## Examination question: four more electrons in a spherical dot with a central charge

### Question

N electrons sit in a spherical harmonic well ω²r²/2 with a point charge Z = +2 at its centre, treated in spin-polarised LDA. Energies are in effective hartree (hartree\*) and lengths in effective bohr (bohr\*). The chemical potential is μ(N) = E(N) − E(N−1), and the addition energy is A(N) = μ(N+1) − μ(N). Levels are numbered by radial order within each angular momentum l, so 1p, 1d and 1f are the atomic 2p, 3d and 4f.

Spin-polarised Kohn-Sham LDA-PW92 calculations (radks with Libxc) for a spherical dot in effective atomic units, with well ω²r²/2, ω = 0.277 hartree* and a central point charge of 2 e. The m-averaged shells, named by radial order, are filled by a greedy search that can miss a lower state. The chemical potential is E(N) − E(N−1) and the addition energy E(N+1) + E(N−1) − 2E(N).

| electrons | chemical potential (hartree*) | unpaired electrons | rms radius (bohr*) | highest eigenvalue (hartree*) | highest level | addition energy (hartree*) |
| --- | --- | --- | --- | --- | --- | --- |
| 1 | -1.912 | 1 | 0.8704 | -1.472 | 1s up | n/a |
| 2 | -0.8311 | 0 | 1.058 | -0.4862 | 1s up | 1.468 |
| 3 | 0.6365 | 1 | 1.864 | 0.7655 | 1p up | 0.2601 |
| 4 | 0.8966 | 2 | 2.339 | 1.023 | 1p up | 0.2567 |
| 5 | 1.153 | 3 | 2.598 | 1.282 | 1p up | 0.2529 |
| 6 | 1.406 | 4 | 2.814 | 1.529 | 1p up | 0.2886 |
| 7 | 1.695 | 3 | 3.039 | 1.796 | 2s down | 0.2325 |
| 8 | 1.927 | 2 | 3.213 | 2.032 | 1p down | 0.2083 |
| 9 | 2.136 | 1 | 3.370 | 2.238 | 1p down | 0.2039 |
| 10 | 2.340 | 0 | 3.515 | 2.440 | 1p up | 0.3571 |
| 11 | 2.697 | 1 | 3.682 | 2.786 | 1d up | 0.1782 |
| 12 | 2.875 | 2 | 3.831 | 2.963 | 1d up | 0.1755 |
| 13 | 3.050 | 3 | 3.967 | 3.137 | 1d up | 0.1728 |
| 14 | 3.223 | 4 | 4.092 | 3.309 | 1d up | 0.1700 |
| 15 | 3.393 | 5 | 4.208 | 3.477 | 1d up | 0.2034 |
| 16 | 3.597 | 4 | 4.320 | 3.677 | 1d down | 0.1602 |
| 17 | 3.757 | 3 | 4.425 | 3.836 | 1d down | 0.1585 |
| 18 | 3.915 | 2 | 4.524 | 3.994 | 1d down | 0.1567 |
| 19 | 4.072 | 1 | 4.619 | 4.150 | 1d down | 0.1548 |
| 20 | 4.227 | 0 | 4.709 | 4.304 | 1d up | 0.2779 |
| 21 | 4.505 | 1 | 4.806 | 4.577 | 1f up | 0.1450 |
| 22 | 4.650 | 2 | 4.897 | 4.722 | 1f up | 0.1437 |
| 23 | 4.793 | 3 | 4.985 | 4.865 | 1f up | 0.1423 |
| 24 | 4.936 | 4 | 5.068 | 5.006 | 1f up | 0.1410 |
| 25 | 5.077 | 5 | 5.148 | 5.147 | 1f up | 0.1396 |
| 26 | 5.216 | 6 | 5.226 | 5.286 | 1f up | 0.1383 |
| 27 | 5.355 | 7 | 5.300 | 5.423 | 1f up | 0.1528 |
| 28 | 5.507 | 8 | 5.375 | 5.576 | 3s up | 0.1487 |
| 29 | 5.656 | 9 | 5.445 | 5.725 | 2p up | 0.1346 |
| 30 | 5.791 | 6 | 5.514 | 5.855 | 1f down | 0.1303 |
| 31 | 5.921 | 5 | 5.580 | 5.986 | 1f down | 0.1305 |
| 32 | 6.051 | 4 | 5.645 | 6.116 | 1f down | 0.1295 |
| 33 | 6.181 | 3 | 5.708 | 6.245 | 1f down | 0.1286 |
| 34 | 6.309 | 2 | 5.769 | 6.373 | 1f down | 0.1276 |
| 35 | 6.437 | 1 | 5.829 | 6.500 | 1f down | 0.1281 |
| 36 | 6.565 | 0 | 5.889 | 6.629 | 3s up | 0.1411 |
| 37 | ? | ? | ? | ? | ? | ? |
| 38 | ? | ? | ? | ? | ? | ? |
| 39 | ? | ? | ? | ? | ? | ? |
| 40 | ? | ? | ? | ? | ? | ? |

(a) Find the order of levels, and say which level electrons 37 to 40 enter and whether N = 40, a closed shell of the bare oscillator, is closed here.

(b) Derive a model for the addition energy inside a shell and at half filling.

(c) Predict every column for N = 37 to 40, with error bars.

### Model answer (a): the levels

Without repulsion and without the central charge, the levels group into oscillator shells that close at 2, 8, 20 and 40. In the opposite limit the central charge dominates, and the first two electrons form a tight helium-like core. The table shows such a core: at N = 2 the rms radius is 1.058 bohr\* and A is 1.468 hartree\*, several times any later value. The positive μ from N = 3 onward does not mean that electrons escape, because the well confines them at any energy.

A third limit is many electrons. They spread until their repulsion cancels the pull of the well, so each moves in a potential with a nearly flat floor and a wall. Such a spherical box fills in the order s, p, d, s, f, p and closes, among other numbers, at 8, 18, 34 and 40. With two electrons held back in the core, this argument gives closures at 10, 20, 36 and 42, and the first three are where the table has no unpaired electrons above N = 2. The match is not complete: the box also closes at 2 and 20, which would give closures at 4 and 22, and the table has two unpaired electrons at both. There 1p starts to fill before 2s is full, and 1f before 3s. That the central charge causes the shift is argued here; a run without it would be the test.

The count for N = 36 is 1s² 2s² 1p⁶ 1d¹⁰ 1f¹⁴ 3s². Seen from the oscillator, 2s and 3s have each dropped by about one shell, as suits the only orbitals with amplitude at the central charge. The one level of the fourth oscillator shell (the one that closes at 40) still empty is 2p, which already appears as the highest level at N = 29. It holds six electrons and closes at 42, so N = 40 is forecast to be open.

The peaks in A agree with a next level that lies close. Measured above the smooth curve fitted in part (b), the peak is 0.166 hartree\* at N = 10 and 0.128 at N = 20, where a shell of higher l begins, but only 0.018 at N = 36. A step to 1g should cost of the order of the large peaks. The small one fits a short step from 3s to 2p.

### Model answer (b): charging and spin

Inside a shell each electron enters the same level, and A is mainly the cost of charging the cloud. In the classical limit the force on an electron vanishes everywhere in the cloud: ω²r + Z/r² = Q(r)/r², where Q(r) is the number of electrons inside r. Then Q = Z + ω²r³, a uniform sphere with Z electrons at its centre, and its radius obeys R³ = (N − Z)/ω². The energy of an electron at the edge is μ = ω²R²/2 + (N − Z)/R = (3/2)ω²R². Since dN = 3ω²R² dR, the slope is dμ/dN = 1/R, the charging energy of a sphere.

With nothing fitted, the computed A is 0.872 of 1/R at N = 11 and 0.953 of it at N = 34, closing on the classical value as the cloud grows. One length d absorbs most of the rest, A ≈ 1/(R + d). A least-squares fit to the in-shell rows 8–9, 11–14, 16–19, 21–26 and 31–34 gives d = 0.52 bohr\* and an rms error of 1.4 % of the computed A. The length lumps together the soft edge, exchange and kinetic energy, and no single meaning attaches to it.

The model fails where a uniform sphere makes no sense: at N = 3, outside the fit, it is 34 % above the computed A. Fitted shell by shell, d wanders between 0.40 and 0.61 bohr\*, and this sets the error bar. A d taken from one run of in-shell rows and applied to the first two rows of the next run misses by at most 4.4 % of the model value. The forecast uses the latest value, d = 0.399 from rows 31–34, with that percentage as its bar.

Parallel spins avoid each other and repel less, which is the exchange behind Hund's first rule. Write the gain as −I M²/4 for M unpaired electrons. Inside a shell M changes in one direction, and the second difference of this term is −I/2, already absorbed in d. At half filling both neighbours have M − 1, the second difference is I(2M − 1)/2, and A stands I·M above the smooth curve.

The peak at N = 15 (M = 5), set against a curve with d fitted to the 1d rows, gives I = 0.0079 hartree\*. The 1f shell needs care, because 3s and 2p take electrons at N = 28 and 29 and the spins then rearrange from 19 up and 10 down to 18 up and 12 down; the greedy search may have passed over a lower state there. Summing A from 27 to 30 links two rows whose last electron is 1f, and the same bookkeeping makes the summed excess 8I, which gives I = 0.0042 with d fitted to the 1f rows. That I for 2p lies between these two values is a guess.

### Model answer (c): the forecast

The straightforward filling is three 2p electrons up and then one down, so 1, 2, 3 and 2 unpaired. At N = 38 there is a competitor: lifting the 3s down electron into 2p up raises M from 2 to 4 and gains I(16 − 4)/4 = 3I, between 0.0125 and 0.0236 hartree\*. The cost is the 3s–2p gap, about 0.016 from the peak at N = 36 above the curve with d = 0.399; read this way it is an effective gap, which also holds any change in repulsion between the two levels, and not a difference of eigenvalues. The range straddles the gap, and N = 6 has four unpaired electrons in 2s and 1p, so the outcome is close to a toss-up; the forecast is 2, with 4 as the named alternative.

The same near-balance makes the highest level at N = 39 uncertain. The 3s down level, pushed up by the spin polarisation, may lie above 2p up, as 2s down does at N = 7. At N = 40 a 1g up electron would also raise M from 2 to 4 and gain 3I, but it is taken to be unlikely. The 1g level is not in the table, and the step to it from 2p should be smaller than the peak at N = 20, since the peaks shrink with N and 2p lies above 3s, yet still larger than 3I.

The worked estimate is A(39), a row outside every fit. With ω² = 0.0767, R³ = 37/ω² = 482 and R = 7.84 bohr\*, so the charging part is 1/(7.84 + 0.40) = 0.121 hartree\*. Half filling adds 3I, taken at the middle of its range, 0.018, for a total of 0.139. The bar is 4.4 % of the charging part (0.005) plus half the range of 3I (0.006), widened slightly to ±0.012.

The chemical potentials follow by summing. The first is bookkeeping and no forecast at all: μ(37) = μ(36) + A(36) = 6.565 + 0.141 = 6.706. Each later μ adds the forecast A, and the bars add up along the way.

By Janak's theorem the highest eigenvalue is the slope of E at N, while μ is the mean slope between N − 1 and N. LDA curves smoothly between integers, so the eigenvalue should exceed μ by half the in-shell A, and in the in-shell rows the ratio of the two lies between 0.993 and 1.012. The exact functional is straight between integers and would give no gap; the 0.440 hartree\* at N = 1 is the familiar self-interaction error. The forecast is an eigenvalue 1/[2(R + d)] above μ, a rule that held to 0.003 for N = 11 to 36 and gives about 0.06 for the withheld rows.

For the size, N − 2 electrons fill a uniform sphere of radius R + s, with mean square radius 0.6(R + s)², and two keep the core radius. The extra length s, solved row by row, falls from 0.213 bohr\* at N = 30 to 0.192 at N = 36, and a straight line through those seven rows is extended. The same recipe tried on earlier rows missed by up to 0.013 one electron ahead and 0.035 four ahead, so a common bar of ±0.02 is on the tight side for the last two rows.

| N | unpaired | highest level | A | μ | rms radius |
|---|---|---|---|---|---|
| 37 | 1 | 2p up | 0.123 ± 0.006 | 6.706 (fixed) | 5.95 ± 0.02 |
| 38 | 2 (or 4) | 2p up | 0.122 ± 0.006 | 6.83 ± 0.01 | 6.00 ± 0.02 |
| 39 | 3 | 2p up (or 3s down) | 0.139 ± 0.012 | 6.95 ± 0.01 | 6.06 ± 0.02 |
| 40 | 2 | 2p down | 0.120 ± 0.006 | 7.09 ± 0.025 | 6.11 ± 0.02 |

### The computed values

The withheld rows as computed:

| electrons | chemical potential (hartree*) | unpaired electrons | rms radius (bohr*) | highest eigenvalue (hartree*) | highest level | addition energy (hartree*) |
| --- | --- | --- | --- | --- | --- | --- |
| 37 | 6.706 | 1 | 5.946 | 6.770 | 2p up | 0.1258 |
| 38 | 6.832 | 4 | 6.001 | 6.894 | 2p up | 0.1328 |
| 39 | 6.965 | 3 | 6.057 | 7.027 | 3s down | 0.1446 |
| 40 | 7.109 | 2 | 6.111 | 7.172 | 2p down | 0.1242 |

### Remarks on the reasoning

The shell counting held. N = 40 has two unpaired electrons, 2p down on top and A = 0.1242, only 0.004 above the smooth curve, so it is an open shell. The half-filling peak appears at N = 39 with 0.1446, inside its bar. The eigenvalues lie 0.062 to 0.064 above μ.

The radii agree with the unrounded forecasts to 0.001 bohr\*, far inside the bar. This is the least demanding hit. Force balance fixes the size of the cloud, and it matters little which outer level the last electrons occupy. The radius at N = 38 stayed on the curve even though the spin state there was forecast wrongly.

The first choice failed twice. N = 38 has four unpaired electrons, and at N = 39 the highest level is 3s down; both were the named alternatives, and naming them is not the same as predicting them. The natural reading of N = 38 is 3s up with three 2p up, inferred from the spin count and from the 3s down level on top in the next row. Both outcomes point the same way, to an exchange gain that just beats the 3s–2p gap.

Two numbers fell outside their bars. A(38) is 0.1328, which is 0.010 above the forecast, and μ(39) is 6.965, which is 0.013 above the unrounded forecast of 6.952. The bar on A(38) covered only the charging curve and left out the change of state that had been called a toss-up. That was the fault in the forecast.

The promotion explains only part of these misses. If it lowers E(38) by δ, the definition of A lowers A(37) by δ, raises A(38) by 2δ and lowers A(39) by δ. Let u be a common offset of the 2p rows from the curve. The excesses at 37 and 38 give u − δ = 0.0023 and u + 2δ = 0.0104, so δ ≈ 0.003 and u ≈ 0.005 hartree\*.

This split was made after the fact, with two unknowns from two rows, and it has one outside check: the excess at N = 40, which δ does not touch, is 0.0039, near u. On this reading the miss in μ(39) is 2u + δ and comes mostly from the offset. All four addition energies lie above their forecasts, so the misses in μ pile up to 0.018 at N = 40, still inside its wider bar. A guess at the cause, untested here, is that 2p has a radial node and an inner lobe, so electrons added to it sit closer together than those in the surface-hugging 1f shell.

The same bookkeeping gives a size for exchange in 2p. The excess at N = 39 is u − δ + 3I = 0.0233, so 3I = 0.0233 − 0.0023 = 0.021 and I ≈ 0.007 hartree\*, near the 1d value. At N = 37 a promotion would raise M from 1 to 3 and gain only 2I ≈ 0.014, less than the gap of about 0.016, and that row indeed keeps one unpaired electron. At N = 38 the gain 3I exceeds the gap by 0.0045 hartree\*, somewhat more than the δ ≈ 0.003 found above, so the simple model gives the sign of the margin but not its exact size. In this model the gain grows with M while the gap is taken as fixed, which is why, of these two rows, only N = 38 is promoted.

A margin of about 0.003 hartree\* is thin support for a ground-state spin. The shells are averaged over m, so the open 2p shell can neither deform nor split into multiplets, and the filling search can overlook a lower configuration. The four unpaired electrons at N = 38 are what this spherical LDA calculation found, whereas the open shell at 40 rests on counting levels and is much less exposed to these limits.
